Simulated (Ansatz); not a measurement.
## Re: pressure against volume per atom

Results calculated with Ansatz 0.2.0, not measured. Periodic Kohn-Sham DFT of a crystal at fixed atoms; pressure and stress are positive in compression; the energy is the free energy less that of spherical unpolarised free atoms; site moments are those in the method's own spheres, positive along +z.

Cell of the first row (space group P6_3/mmc, No. 194):
```
Re
1.0
      2.5498     0.0000     0.0000
     -1.2749     2.2082     0.0000
      0.0000     0.0000     4.0770
Re
2
Direct
  0.33333 0.66667 0.25000
  0.66667 0.33333 0.75000
```

Settings of every row: method frozen-core PAW; functional PBEsol; relativity scalar; k mesh 18x18x10; filling fermi-dirac; smearing width 0.05 eV; wave cutoff 420 eV; paw set soft_2.

Atom start moment: 0 on all atoms.

Limits: PAW files made with PBE; all rows lie far from zero pressure; cell far from its zero-pressure volume; no spin-orbit coupling on heavy atoms.

```csv
row,volume per atom (Å³),pressure (GPa)
1,11.477,154.226
2,11.722,134.569
3,11.966,116.662
4,12.088,108.309
5,12.21,?
6,12.332,92.699
7,12.454,85.403
8,12.698,71.751
9,12.943,59.27
```

Question: what pressure should row 5 give?

Worked fit of pressure. Take u = (V_r/V)^(2/3) − 1 with V_r = 12.21 Å³ an atom, which is twice the finite (Eulerian) strain; such expansions in the strain, on which the Birch-Murnaghan equation of state is built, carry the rest volume and the bulk modulus. The shown rows have u = 0.04214, 0.02756, 0.01355, 0.00672, -0.00661, -0.0131, -0.02579, -0.03812. Least squares give pressure = 100.3251 + 1172.867 × u + 2518.97 × u² GPa; a straight line predicts inner rows, each left out in turn, worse (root mean square 1.3 against 0.016 GPa). The rows lie off it by 0.003, 0.006, -0.018, -0.012, 0.016, 0.010, -0.001, -0.006 (root mean square 0.011 GPa). The withheld row has u = 0, so the fit gives 100.3251 + 1172.867 × (0) + 2518.97 × (0)² = 100.325 GPa.

The calculation gave 100.328 GPa. The fit lies 0.003 GPa (0.0032 % of the column's range) below it; its largest miss of a shown row is 0.018 GPa.
